Dear colleague,

The liquid in your Ca–CaCl2 assessment is written (Ca+2)P(Cl−, Va)Q with site numbers that change with composition, and you ask whether it differs from the associate model you know. The description is the two-sublattice ionic liquid of Hillert, Jansson, Sundman and Ågren (1985). With one cation it is an associate model exactly, but the associate is Ca(1/2)Cl and not CaCl2. Here is the derivation.

1. Notation and premises

Write the liquid as (cations i)P(anions j, Va, neutrals k)Q. Cation i has charge +ν_i, anion j has charge −ν_j, with all ν positive; neutrals have none. Va is an anion site with no atom on it, carrying a formal charge −v that is still to be found; it stands for the electrons that compensate the cations in a metallic melt. The site fractions obey Σ y_i = 1 on the first sublattice and Σ y_j + y_Va + Σ y_k = 1 on the second. One mole of formula units (f.u.) holds P moles of cation sites and Q moles of anion sites. Temperature T and pressure are fixed, and energies are in J/mol.

(P1) Species mix at random within each sublattice and never between the two. For pure salts this is Temkin's rule.
(P2) The melt is neutral at every composition.
(P3) The reference energy is that of a mechanical mixture of neutral pure liquids: salts of formula (i)ν_j(j)ν_i with the random-pair weights y_i y_j, pure metals i, and pure neutrals k. The mixture must contain exactly the atoms that the sublattices contain; otherwise G would not shift in step with the atoms present when the zero of energy of an element is moved. The formula is not reduced: Ca+2 with O−2 gives Ca2O2.
(P4) Without anions and without excess terms, the melt is an ideal substitutional solution of atoms.
(P5) Everything else is an excess energy E per f.u., a function of T and the site fractions that vanishes for the pure liquids.

2. Site numbers

Step 1, Q. The second sublattice holds Q y_j moles of anion j. In the mixture of (P3) the salt of i and j supplies ν_i anions with weight y_i y_j, so the anions j add up to y_j Σ_i ν_i y_i. No other end member contains j. Equating the two amounts and cancelling y_j,

Q = Σ_i ν_i y_i.   (1)

Q is the mean cation charge. Neutrality alone fixes only the ratio P/Q; (P3) fixes the size of the formula unit.

Step 2, P. The positive charge per f.u. is P Σ ν_i y_i = PQ. The negative charge is Q(Σ ν_j y_j + v y_Va). By (P2) these are equal, and Q > 0 cancels:

P = Σ_j ν_j y_j + v y_Va.   (2)

Step 3, v. Remove the anions and keep one neutral B. Then (2) gives P = v y_Va. A sample contains n_M moles of metal atoms on n_M cation sites, n_B moles of B, and n_Va = (Q/v) n_M moles of vacancies, since n_Va/n_M = Q y_Va/P. Adding B at fixed amounts of the metals changes neither the cation sublattice nor n_Va. By (P1) the second sublattice contributes RT[n_B ln y_B + n_Va ln y_Va], whose derivative with respect to n_B is RT ln y_B (the terms from the changing fractions cancel, because Σ n d ln y = n_total Σ dy = 0). So the activity is a_B = y_B = n_B/(n_B + (Q/v) n_M). Premise (P4) demands a_B = x_B = n_B/(n_B + n_M). The two agree only if v = Q. Hence

P = Σ_j ν_j y_j + Q y_Va.   (3)

This shows that v = Q is necessary for (P4); section 3 shows that it is sufficient.

Step 4, the remaining weights. The first sublattice holds P y_i moles of cation i. The salts supply Σ_j y_i y_j ν_j of them, so by (3) the rest, Q y_Va y_i, is pure metal i. The weight is Q y_Va y_i and not ν_i y_Va y_i, which differs from it as soon as two cations have unequal charges. Neutral k enters with its amount Q y_k.

Step 5, entropy. With N_Av the Avogadro number, a sublattice of S N_Av sites has (S N_Av)!/Π(S N_Av y)! arrangements. Stirling's formula ln n! ≈ n ln n − n gives the entropy −R S Σ y ln y. By (P1) the numbers of arrangements of the two sublattices multiply, so the entropies add. Per f.u.,

G = Σ_i Σ_j y_i y_j G_ij + Q y_Va Σ_i y_i G_i + Q Σ_k y_k G_k + RT[P Σ_i y_i ln y_i + Q(Σ_j y_j ln y_j + y_Va ln y_Va + Σ_k y_k ln y_k)] + E.   (4)

G_ij belongs to one mole of (i)ν_j(j)ν_i, while G_i and G_k belong to one mole of the pure liquid species. The number of moles of real species per f.u. is P + Q(1 − y_Va), and G must be divided by the amount of matter before it is plotted against a mole fraction. I define every interaction parameter L by its direct appearance in E, per f.u. Other conventions put a factor Q in front of some terms, so read the definition in a database before copying numbers.

3. No anions: a substitutional solution

Take (A+a)P(Va, B0)Q, with B0 a neutral atom. Then y_A = 1, Q = a and P = a y_Va. The f.u. holds a y_Va moles of A and a y_B moles of B, in total a(y_Va + y_B) = a moles of atoms at every composition. Therefore

x_A = y_Va,  x_B = y_B.   (5)

The cation entropy vanishes since ln 1 = 0. Dividing (4) by a,

G/a = x_A G_A + x_B G_B + RT(x_A ln x_A + x_B ln x_B) + E/a.   (6)

This is the substitutional A–B solution per mole of atoms. The charge a has left the reference and ideal terms. A Redlich–Kister excess y_Va y_B Σ L_n (y_Va − y_B)^n becomes x_A x_B Σ (L_n/a)(x_A − x_B)^n.

The reduction holds for any number of cations and neutrals. With P = Q y_Va the amounts are Q y_Va y_i and Q y_k, in total Q, so x_i = y_Va y_i and x_k = y_k. Using ln x_i = ln y_Va + ln y_i and Σ y_i = 1,

Q Σ_i x_i ln x_i = Q y_Va Σ_i y_i ln y_i + Q y_Va ln y_Va = P Σ_i y_i ln y_i + Q y_Va ln y_Va.

Adding Q Σ x_k ln x_k reproduces the bracket of (4), and the reference terms are Q(Σ x_i G_i + Σ x_k G_k). Premise (P4) is thus met in full.

4. One cation with anion, vacancy and neutral: an associate solution

Take (A+a)P(B−b, Va, B0)Q and call the three fractions y1 (anion), y2 (vacancy) and y3 (neutral), with y1 + y2 + y3 = 1. From (1) and (3), Q = a and P = b y1 + a y2. For N moles of f.u. the element amounts are

N_A = N(b y1 + a y2),  N_B = N a(y1 + y3),   (7)

and with G_AB the energy of one mole of the pure liquid salt A_bB_a, (4) gives

G_tot = N[y1 G_AB + a y2 G_A + a y3 G_B + aRT(y1 ln y1 + y2 ln y2 + y3 ln y3) + E].   (8)

Now define an associate solution independently. It has three species mixing at random on one set of sites: n1 moles of the associate A(b/a)B, n2 of free A and n3 of free B, with n = n1 + n2 + n3 and species fractions z_s = n_s/n. Its balances and energy are

N_A = (b/a) n1 + n2,  N_B = n1 + n3,   (9)
G_tot = n1 g1 + n2 G_A + n3 G_B + RT Σ n_s ln z_s + n e(z).   (10)

Map one model on the other by n_s = a N y_s. Summing gives n = aN and hence z_s = y_s; the inverse is N = n/a, y_s = n_s/n, so the map is one to one and covers all states of both. Under it, (9) becomes N_A = N(b y1 + a y2) and N_B = Na(y1 + y3), which is (7). And (10) becomes N[a y1 g1 + a y2 G_A + a y3 G_B + aRT Σ y ln y + a e], which is (8) if

g1 = G_AB/a,  e = E/a.   (11)

Both models then have the same Gibbs energy at every internal state and the same link to composition. Minimising over the one internal variable gives the same equilibrium G(T, x), and so the same activities, enthalpies and phase boundaries.

The stoichiometry is forced. Each anion site is one mixing particle, so the associate must carry exactly one B, and the cations that neutralise one B−b number b/a. An associate A_bB_a would put y1 particles in the f.u. in place of a y1, and a different entropy results unless a = 1. For a = b the associate is simply AB: a Zn–Te melt written (Zn+2)P(Te−2, Va, Te0)Q is the associate solution of Zn, ZnTe and Te. For In–Se written with In+3 and Se−2 the associate is In(2/3)Se and not In2Se3.

Internal equilibrium. Let μ_s = ∂G_tot/∂n_s = g_s + RT ln(γ_s y_s), where g2 = G_A, g3 = G_B and RT ln γ_s = ∂(n e)/∂n_s. Minimise G_tot under (9) with multipliers μ_A and μ_B, which are the derivatives of the minimum with respect to N_A and N_B, that is, the chemical potentials of the elements. Stationarity in n1, n2 and n3 gives μ1 = (b/a)μ_A + μ_B, μ2 = μ_A and μ3 = μ_B. So the activities against the pure liquids are a_A = γ2 y2 and a_B = γ3 y3, and eliminating the multipliers,

γ1 y1 / [(γ2 y2)^(b/a) γ3 y3] = exp(−Δg/RT),  Δg = G_AB/a − (b/a)G_A − G_B.   (12)

For Δg large and positive y1 vanishes and section 3 returns. For Δg large and negative, y3 is negligible on the metal side of the salt composition and y2 on the other side.

5. The Ca–CaCl2 melt

Here a = 2 and b = 1. Drop the neutral chlorine for now (its size is given in section 7) and set y = y_Va, y_Cl = 1 − y. Then Q = 2 and P = (1 − y) + 2y = 1 + y. The f.u. is 2y moles of Ca metal plus (1 − y) moles of CaCl2, in total 1 + y = P moles of these two components. The mole fraction of metal that you analyse for is

x = 2y/(1 + y),  y = x/(2 − x).   (13)

With a single parameter, E = L y(1 − y), and W = L/2,

G = (1 − y)G_CaCl2 + 2y G_Ca + 2{RT[y ln y + (1 − y) ln(1 − y)] + W y(1 − y)}.   (14)

The brace is a regular solution of Ca and Ca(1/2)Cl. With n2 = n_Ca and n1 = 2 n_CaCl2, the excess is W n1 n2/(n1 + n2). Its derivative with respect to n2 is W(1 − y)², and with respect to n1 it is W y². One mole of CaCl2 is two moles of associate, so with ω = W/RT

ln a_Ca = ln y + ω(1 − y)²,  ln a_CaCl2 = 2 ln(1 − y) + 2ω y².   (15)

Dilute limits. For x → 0, y ≈ x/2 and ln a_CaCl2 ≈ −2y ≈ −x: each dissolved Ca atom counts as one foreign particle. For x → 1, 1 − y = 2(1 − x)/(2 − x) ≈ 2(1 − x) and ln a_Ca ≈ −2(1 − x): each CaCl2 counts as two particles, its two chloride ions. The excess terms are quadratic in the solute fraction and leave these slopes alone. An associate model of Ca and CaCl2 has slope one at both ends.

Miscibility gap. Ca and Ca(1/2)Cl are a valid pair of components, so coexistence means equal potentials of both. The brace g(y) is symmetric under y → 1 − y, so the common tangent is horizontal and touches at y′ and y″ = 1 − y′, where dg/dy = 0 with y ≠ 1/2:

ln[(1 − y′)/y′] = ω(1 − 2y′).   (16)

The curvature is d²g/dy² = RT/[y(1 − y)] − 2W. It is smallest at y = 1/2, where it equals 4RT − 2W, so the gap closes at W = 2RT_c, y = 1/2. By (13) this is x = 2/3: a gap symmetric in y leans towards the metal in x.

6. Range of validity

(a) Equations (1) and (3) follow from (P2) to (P4). They are bookkeeping rules and say nothing about coordination numbers; a liquid has no long-range sublattices.

(b) The substitutional equivalence is exact whenever there are no anions and the neutrals are counted as the mixing species. A polyatomic neutral makes it a solution of molecules, and x then refers to those.

(c) The associate equivalence is exact for one cation. It extends to several anions and neutrals, each anion j giving an associate A(ν_j/a)j, since the argument used only Q = a and a vanishing cation entropy. Two charge states of one metal count as two cations.

(d) It fails in general for two cations with anions present. In (Ca+2, Na+)P(Cl−)Q, P = 1 and the entropy is −R(y_Ca ln y_Ca + y_Na ln y_Na), a mixture of CaCl2 and NaCl units, one particle per cation. The same salt therefore mixes as CaCl2 with NaCl and as two Ca(1/2)Cl with Ca, and no single choice of associate gives both. Parameters converted by (11) reproduce a binary, while the extrapolations of the two models into a ternary differ.

(e) Equivalent models cannot be told apart by thermodynamic data. A good fit proves neither associates nor vacant sites.

(f) The vacancy is formal. Its charge −Q came from (P4), not from electronic structure. For calcium it puts two electrons on one site. If the electrons sat singly on anion sites, as in (Ca+2)P(Cl−, e−)Q, then P = 1, x = y_e and a_CaCl2 = (1 − x)² ideally, two particles per dissolved Ca. The limiting slope of the CaCl2 liquidus tests this, provided the solid takes up no metal. Equation (4) has no separate term for the change from localised to metallic electrons; E absorbs it.

(g) Mixing is random within a sublattice. Short-range order among anions and vacancies is missing, and the top of the gap has the mean-field parabolic shape.

7. Numerical illustration

Take T = 1173 K, above the typical melting points of Ca (about 1115 K) and CaCl2 (about 1045 K), so both reference states are stable liquids. I assume L = 146000 − 57.4 T J per mol f.u., that is W = 73000 − 28.7 T J per mole of species. The two constants were chosen to reproduce two typical features of this system: a gap closing near 1610 K, and about 4 mol% Ca dissolved in the salt at 1173 K. Recovering these is no test. The temperature term is needed to meet both, since a constant W = 2R × 1610 K = 26.8 kJ/mol in (16) gives 18 mol% at 1173 K.

At 1173 K, RT = 9.753 kJ/mol, L = 78.67 kJ, W = 39.33 kJ/mol and ω = 4.033. The condition W = 2RT_c gives T_c = 73000/(28.7 + 2R) = 1610 K, as arranged, at x = 0.667.

An unsaturated melt, x = 0.020. From (13), y = 0.0101, so P = 1.0101, Q = 2, and the f.u. holds 3 − y = 2.9899 moles of atoms. In associate language the same f.u. is 0.0202 mol of Ca and 1.9798 mol of Ca(1/2)Cl. From (15),

ln a_Ca = −4.595 + 3.952 = −0.643,  a_Ca = 0.526,
ln a_CaCl2 = −0.0203 + 0.0008 = −0.0195,  a_CaCl2 = 0.981.

The mixing part of (14) is −1101.4 + 786.6 = −314.8 J per f.u., or, divided by P, −312 J per mole of Ca + CaCl2. The sum RT[x ln a_Ca + (1 − x) ln a_CaCl2] gives the same −312 J. The digits serve the arithmetic; the inputs support two figures at best.

Neglected neutral chlorine. Assume Δg ≈ −300 kJ per mole of Ca(1/2)Cl and γ3 = 1. Since γ1 y1 = (a_CaCl2)^(1/2) and γ2 y2 = a_Ca, (12) gives y3 = (a_CaCl2/a_Ca)^(1/2) exp(Δg/RT) ≈ 6 × 10⁻¹⁴. Against y = 0.0101 this is nothing; the neutral matters only at the stoichiometric salt, where it keeps the chemical potentials finite, and beyond it.

Saturation. Equation (16) gives y′ = 0.0205, hence x′ = 4.0 mol% Ca in the salt (the fitted value), and 1 − x″ = y′/(2 − y′) = 1.0 mol% CaCl2 in the metal. In both liquids a_Ca = 0.981 and a_CaCl2 = 0.963, the square of the former by symmetry. The ratio of the two solubilities is 2(2 − y′)/(1 + y′) = 3.9. A regular solution of Ca and CaCl2 fitted to the same salt-side value is symmetric in x: ratio one, gap closing at x = 1/2.

Two terms rival this entropy effect. First, an odd term W1 y(1 − y)(2y − 1), left out here, changes W to W − W1 for dilute Ca and to W + W1 for dilute Ca(1/2)Cl. In the dilute approximation it multiplies the ratio by exp(2W1/RT), so W1 ≈ −(RT/2) ln 3.9 = −6.6 kJ/mol, or 0.17 of W in size, would cancel the asymmetry. Second, the assumed temperature term carries an excess entropy 57.4 y(1 − y) J/K per f.u., which is 0.57 against an ideal 0.94 J/K at x = 0.020, and 14.35 against 11.53 J/K at y = 1/2. The two gap boundaries alone therefore cannot select the associate; the limiting slopes of section 5 can, because polynomial excess terms of this form do not alter them.

The model's statement for your melt at 1173 K is this: with inputs chosen to give the typical solubility, a salt holding 2.0 mol% Ca has a calcium activity, and hence a ratio of calcium vapour pressure to that over pure liquid Ca (ideal vapour), of about 0.53, and the metal in equilibrium with saturated salt holds about 1 mol% CaCl2. These are the model's numbers, and they are the same whether you compute them with (Ca+2)P(Cl−, Va)Q and L or with Ca + Ca(1/2)Cl and W = L/2.